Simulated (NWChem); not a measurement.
Exact exchange and the HOMO–LUMO gap of Si2H6 (disilane)

The species is Si2H6 (8 atoms), meant as a singlet with charge 0. As SMILES, `[SiH3][SiH3]`. The coordinates come from a PBE0-D4/def2-TZVP relaxation.

The HOMO–LUMO gap y, in eV, basis aug-cc-pVDZ; a is the functional's share of exact exchange. Programs: NWChem 7.3.0.

```
functional  program     a  y (eV)
      TPSS   NWChem     0    6.99
    revPBE   NWChem     0    6.63
     B3LYP   NWChem   0.2       ?
      PBE0   NWChem  0.25    8.29
     BHLYP   NWChem   0.5    9.63
```

Fit y = c + s·a to the known rows and predict B3LYP.


1. Means of the 4 rows: a = 0.1875, y = 7.885.
2. Σ(Δa)² = 0.17188, Σ(Δa·Δy) = 0.97375, so the slope is 0.97375/0.17188 = 5.6653.
3. Intercept: 7.885 − (5.6653) × 0.1875 = 6.823. The largest residual of the fit is 0.19.
4. B3LYP: 6.823 + (5.6653) × 0.2 = 7.96 eV.

The run gave 7.86 eV, so the prediction is off by +0.10 eV, within the scatter of the fit. Exact exchange lowers occupied levels and raises empty ones. The rows mix families of semi-local functionals, which the line can't see.

The gap widens with the share of exact exchange, from 6.63 and 6.99 eV for the two semi-local functionals to 9.63 eV for BHLYP. The occupied frontier level of disilane is essentially the Si–Si σ bond, a compact orbital whose energy a semi-local potential places too high because it cancels the electron's repulsion with itself incompletely. Exact exchange restores part of that cancellation and binds the level more strongly. The lowest empty orbital is probably diffuse, with little overlap with the occupied shells, so most of the opening likely comes from the σ level sinking rather than from the empty level rising. The B3LYP result fits this picture, but its small deviation from the line can't be assigned to exchange alone, since TPSS and revPBE already differ by more than that with none at all. A wider gap here means a move towards the difference between ionisation energy and electron affinity, not towards the optical absorption edge, which also contains the attraction between electron and hole.
